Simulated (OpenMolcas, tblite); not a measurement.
# How methods differ on Si2NH6 (SMILES [SiH2]N[SiH3])

Si2NH6 has 9 atoms, charge 0, and is taken as a doublet. As SMILES, `[SiH2]N[SiH3]`. The shape is that of a PBE0-D4/def2-TZVP optimisation. This is one conformer, not always the lowest.

Each level gives the vertical energy of the quartet above the doublet (eV). The values are calculated.

```csv
level,kind,program,value (eV),less CCSD(T)/cc-pVDZ
GFN2-xTB,semi-empirical,tblite,5.49,-1.15
IPEA1-xTB,semi-empirical,tblite,6.29,-0.35
UHF/cc-pVDZ,Hartree–Fock,OpenMolcas,6.26,-0.38
USVWN5/cc-pVDZ,LDA,OpenMolcas,5.99,-0.65
UBLYP/cc-pVDZ,GGA,OpenMolcas,6.08,-0.56
UTPSS/cc-pVDZ,meta-GGA,OpenMolcas,6.14,-0.50
UB3LYP/cc-pVDZ,global hybrid,OpenMolcas,6.32,-0.32
UBHLYP/cc-pVDZ,global hybrid,OpenMolcas,6.53,-0.11
ROCCSD(T)/cc-pVDZ,coupled cluster or CI,OpenMolcas,6.64,0.00
```

Differences are taken from ROCCSD(T)/cc-pVDZ for orientation; it has basis-set and higher-order errors of its own. The values span 5.49 to 6.64 eV.

All levels place the quartet far above the doublet, as expected for a saturated silyl-type radical. The doublet already has its unpaired electron, largely on the SiH2 silicon, so reaching the quartet means uncoupling a further electron pair, from the nitrogen lone pair or a σ bond. With no low-lying π* orbital available, the promoted electron must enter a σ*-type or diffuse orbital, at the fixed geometry of the doublet.

The density functionals rise steadily from LDA at 5.99 eV to BHLYP at 6.53 eV, but Hartree–Fock falls back to 6.26 eV, so the gap doesn't simply grow with exact exchange. Hartree–Fock probably falls short because it omits the opposite-spin correlation that favours the doublet, with its additional electron pair. The two tight-binding models differ by more than the whole spread of the density functionals, with GFN2-xTB the clear low outlier. The doublet's preference is secure at this geometry, but the vertical gap doesn't show whether a relaxed quartet would stay bound or lose a fragment.
